**Q:** I have G0W0 corrections for the metal AlNi, and one pair of levels puzzles me. In PBEsol the lowest level marked "first empty" (row 8) lies 0.275 eV above the highest one marked "top filled" (row 5). After the correction the distance is 0.586 eV. In a semiconductor I would say that G0W0 had opened the gap. Has it opened one here?

AlNi (space group Pm-3m), computed with G0W0 and a plasmon-pole model in Yambo 5.3.0 on spin-polarised PBEsol states from Quantum ESPRESSO, with PseudoDojo 0.4 potentials, a 3×3×3 k mesh and Fermi-Dirac smearing of 0.05 eV. Start levels are from PBEsol and corrected levels from G0W0, each column counted from its own highest filled level.

| row | state k a (reciprocal cell vector) | state k b (reciprocal cell vector) | state k c (reciprocal cell vector) | state band | state start level (eV) | state corrected level (eV) | state weight z |
| --- | --- | --- | --- | --- | --- | --- | --- |
| 1 | 0.000 | 0.000 | 0.000 | top filled | -1.495 | -1.154 | 0.694 |
| 2 | 0.000 | 0.000 | 0.000 | first empty | 5.714 | 5.704 | 0.779 |
| 3 | 0.000 | 0.000 | 0.000 | top filled | -1.337 | -0.945 | 0.694 |
| 4 | 0.000 | 0.000 | 0.000 | first empty | 5.809 | 5.797 | 0.774 |
| 5 | 0.000 | 0.333 | 0.333 | top filled | 0.000 | 0.000 | 0.735 |
| 6 | 0.000 | 0.333 | 0.333 | first empty | 2.331 | 2.572 | 0.759 |
| 7 | 0.000 | 0.333 | 0.333 | top filled | -1.733 | -1.368 | 0.692 |
| 8 | 0.000 | 0.333 | 0.333 | first empty | 0.275 | 0.586 | 0.731 |
| 9 | 0.333 | 0.333 | 0.333 | top filled | -1.814 | -1.660 | 0.722 |
| 10 | 0.333 | 0.333 | 0.333 | first empty | 2.107 | 2.241 | 0.764 |
| 11 | 0.333 | 0.333 | 0.333 | top filled | -1.517 | -1.163 | 0.700 |
| 12 | 0.333 | 0.333 | 0.333 | first empty | 2.266 | 2.477 | 0.758 |

**A:** Ask first what a gap correction does. It pushes filled and empty levels apart, so the distance between them should grow at every k-point, within one spin. Each k-point stands in the table twice because the run treats the two spins separately, with one pair of rows for each. It ended with a net moment, so the spins differ. Going by the order of the levels, the first pair belongs to the majority spin and the second to the minority spin.

**Q:** Then I should compare row 1 with row 2, row 3 with row 4, and so on. At the zone centre the distance shrinks, from 7.21 to 6.86 eV in the majority spin.

**A:** And it widens in only one of the six pairs, rows 5 and 6. Three pairs narrow by more than 0.1 eV, and the other two change by less than that. I would not interpret differences below about 0.1 eV, and the true error may be larger, since bands, cutoffs and mesh are unconverged. A general opening between filled and empty levels is therefore ruled out as the reading of this table.

**Q:** So what are rows 5 and 8, if not the two edges of a gap?

**A:** Most plausibly they are one and the same band, the eleventh, seen in the two spins. They share a k-point, and the Fermi level happens to pass between them. What you measured is a spin splitting, and the labels "filled" and "empty" only say on which side of the Fermi level each partner lies.

**Q:** Can that be checked?

**A:** By counting electrons. The cell has 21, and ten full bands in each spin take 20. One electron per cell remains for band 11, which makes 27 on the mesh of 27 k-points. Symmetry sorts these points into groups of equal energy with 1, 6, 12 and 8 members, and rows 5 and 8 belong to the group of twelve.

In the groups of one and eight, band 11 lies more than 2 eV above row 5 and is empty. The group of twelve has room for only 24 electrons, so the group of six must hold some too. I assume that it is full in both spins and holds 12. That leaves 15 electrons for the 24 places in the group of twelve.

**Q:** And the PBEsol splitting decides how the two spins share them?

**A:** Yes, through the Fermi-Dirac distribution with its width of 0.05 eV. With a splitting of 0.275 eV, the majority level is 99% filled and the minority level 26%. The moment per cell then follows:

12/27 × (0.99 − 0.26) ≈ 0.32 μB

The calculation itself gives 0.33 μB. The agreement supports the count more than the splitting, because even a very large splitting would give only a third of a μB. It also means that row 8, the "first empty" level, is about a quarter full. A band that is partly filled at the Fermi level makes a metal, and G0W0 as used here keeps these fillings.

**Q:** But AlNi is known to be nonmagnetic. Where does a moment come from?

**A:** Probably from the mesh. Moving electrons from one spin to the other costs band energy and gains exchange energy. The cost is low when many states crowd at the Fermi level, and here a single energy stands for 12 of the 27 k-points. A rough Stoner estimate with equal filling of both spins gives a product of about 2, where anything above 1 favours a moment. A finer mesh would spread these states over a range of energies and raise the cost, but no such run is at hand to confirm it.

**Q:** Fine, it is a spin splitting. Why does G0W0 double it? Perhaps it simply makes exchange stronger, by the same factor for every level.

**A:** That is a fair proposal, and four other spin pairs can test it. In each of them both partners are full or both are empty. A single factor fitted to these four pairs comes out at about 1.5 and reproduces their G0W0 splittings to about 0.05 eV, although the ratios of the single pairs run from 0.98 to 1.67. Rows 5 and 8 were not part of the fit. For them the factor predicts 0.42 eV, which is 0.16 eV too little. The printed output below lists every pair.

**Q:** So something extra acts on rows 5 and 8. What sets them apart?

**A:** Most visibly, their own filling. Exchange lowers an electron's energy through the filled states of the same spin. PBEsol works this out from the local spin densities, so a level notices the imbalance between the spins only as an average. In G0W0 each level has its own exchange with each filled state, reduced by screening. It is strongest with states that occupy the same region of space and have nearly the same k.

Now apply this to the group of twelve, which carries the moment. Every majority level has more filled partners there than its minority twin, so even equally filled levels can be driven apart. How far depends on how well they overlap with that group. For the levels of the group itself the overlap is best, and the majority level is nearly full while the minority level is mostly empty. They should feel the imbalance most.

**Q:** Is the size reasonable?

**A:** In order of magnitude, yes. On so coarse a mesh, a full level's exchange with its own small piece of k-space is several eV before screening, so a remnant of a few tenths is believable. The remnant may also be too large. The calculation leaves out the Drude term, the response of the mobile electrons, which in a real metal screens just this long-range part.

**Q:** Then the extra term is proven?

**A:** No. Look at rows 9 and 11, which are both filled. Their splitting starts at 0.30 eV, much like yours, and grows by 0.20 eV without any difference in filling. Yours grows by 0.31 eV. The excess over this closest control is about 0.1 eV, right at the limit of what I would interpret, and a different orbital character could also produce it. The control has a weakness of its own. The weights Z of rows 9 and 11 differ by 0.022, those of the other spin pairs by at most 0.006. The two rows may therefore be different orbitals that change order between the spins.

**Q:** So the gap is out, stronger exchange splitting is in, and the part due to the level's own filling is plausible but unproven.

**A:** Yes, for this run. If the moment is an artefact of the mesh, so is the splitting, and real AlNi has none to enlarge. Before you call any such distance a gap, check that no band is partly filled. The spins alone cannot decide, because the edges of a true gap may differ in spin, and so do the two partners of a split band in a metal.

Printed output of the fit:

```
Levels in eV (steps count only in first-empty rows; splittings stand in the minority row and 0 means no pair):
  row   shift  step PBEsol  step G0W0  change of step  splitting PBEsol  splitting G0W0   ratio  common factor less G0W0
    1   0.341          n/a        n/a             n/a                 0               0       0                        0
    2   -0.01        7.209      6.858          -0.351                 0               0       0                        0
    3   0.392       -7.051     -6.649           0.402             0.158           0.209   1.323                  0.03418
    4  -0.012        7.146      6.742          -0.404             0.095           0.093  0.9789                  0.05322
    5       0       -5.809     -5.797           0.012                 0               0       0                        0
    6   0.241        2.331      2.572           0.241                 0               0       0                        0
    7   0.365       -4.064      -3.94           0.124                 0               0       0                        0
    8   0.311        2.008      1.954          -0.054             0.275           0.586   2.131                  -0.1627
    9   0.154       -2.089     -2.246          -0.157                 0               0       0                        0
   10   0.134        3.921      3.901           -0.02                 0               0       0                        0
   11   0.354       -3.624     -3.404            0.22             0.297           0.497   1.673                 -0.03988
   12   0.211        3.783       3.64          -0.143             0.159           0.236   1.484                 0.008722
mean shift of filled levels relative to row 5, eV: 0.2677
mean shift of empty levels relative to row 5, eV: 0.1458
common factor for spin splittings from four control pairs: 1.539
weight Z of row 8 less that of row 5: -0.004
filling of row 5 in the counting model: 0.9886
filling of row 8 in the counting model: 0.2614
moment from the counting model, muB per cell: 0.3232
computed moment, muB per cell: 0.3264
moment if the splitting were very large, muB per cell: 0.3333
least filling of row 8 from computed moment and count: 0.2578
rough Stoner product at equal filling (above 1 is unstable): 1.755
unscreened exchange of a full level with its own mesh cell, order of magnitude, eV: 4.134
```
